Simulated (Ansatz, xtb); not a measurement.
## Two isomers of C5H4F2

Structure a: `FC1=CCC(F)=C1`, a singlet. Structure b: `FC1=CCC=C1F`, a singlet. Both are isolated molecules in the gas phase, relaxed with PBE-D3(BJ)/def2-SVP.

Energies in hartree; the thermal terms are from GFN2-xTB frequencies at re-optimised GFN2-xTB minima (ideal gas, soft modes damped towards free rotors, one conformer each, 298.15 K, 1 atm) and include the zero-point energy:

|  | a | b |
| --- | --- | --- |
| E, CCSD(T)/def2-SVP | −391.274344 | −391.271693 |
| E, MP2/def2-SVP | −391.200541 | −391.197875 |
| E, MP2/def2-TZVPP | −391.928212 | −391.926057 |
| zero-point energy | 0.074906 | 0.074908 |
| H(298 K) − E | 0.081655 | 0.081656 |
| G(298 K) − E | 0.045335 | 0.045986 |

Question: Correct the CCSD(T) difference for the basis set by the MP2 change, then work out ΔE, ΔE₀, ΔH and ΔG for a → b in kJ/mol (1 Eh = 2625.50 kJ/mol) and the equilibrium ratio [b]/[a].

Answer: 1. Differences b − a: CCSD(T) +0.002651, MP2 in the small set +0.002666, MP2 in the large set +0.002155 Eh.
2. ΔE = +0.002651 + (+0.002155 − (+0.002666)) = +0.002140 Eh = +5.62 kJ/mol.
3. ΔE₀ = ΔE + ΔZPE = +0.002140 + (+0.000002) Eh = +5.62 kJ/mol.
4. ΔH = ΔE + (+0.000001) Eh = +5.62 kJ/mol.
5. ΔG = ΔE + (+0.000651) Eh = +7.33 kJ/mol, so ΔS = (ΔH − ΔG)/T = −5.7 J/(mol K).
6. kT = 0.9442 mEh, so K = [b]/[a] = exp(−ΔG/kT) = exp(−2.96) ≈ 0.052.

Structure a is favoured at this temperature. An error of 4 kJ/mol in ΔG would change K by a factor of 5. Mirror images and further conformers aren't counted.

As drawn, both hold the same kinds of bond in the same numbers.

Other levels gave ΔE = +12.3 (GFN2-xTB); +9.5 (HF/STO-3G, GFN2-xTB geometries); +8.3 (r2SCAN-D4/def2-SVP, GFN2-xTB geometries); +7.1 (PBE-D3(BJ)/def2-SVP); +8.7 (HF/def2-SVP); +7.0 (MP2/def2-SVP); +7.0 (CCSD(T)/def2-SVP) kJ/mol. The correlated steps freeze 7 core orbitals. Programs: Ansatz 0.2.0, xtb 6.7.1.

Both isomers are difluorocyclopentadienes with fluorine on vinylic carbons, and every level listed places a below b. In b the fluorines sit on adjacent carbons across the central single bond of the diene. Their C–F dipoles point largely the same way and two electron-poor carbons are joined, whereas a separates the fluorinated carbons by a CH unit. This electrostatic repulsion probably accounts for much of the preference. However, a also has one fluorine at a terminal diene position, where its lone pairs conjugate differently, so the energy difference can't be assigned to repulsion alone.

Zero-point and thermal enthalpy terms practically cancel. The entropy change of −5.7 J/(mol K) is essentially the gas constant times the logarithm of two, as expected from the twofold rotation axis that b has and a lacks. The free-energy penalty beyond ΔH therefore reflects symmetry rather than a stiffer ring. Hydrogen shifts around the ring could also lead to other difluoro isomers, so the ratio describes this pair and not a fully equilibrated mixture.
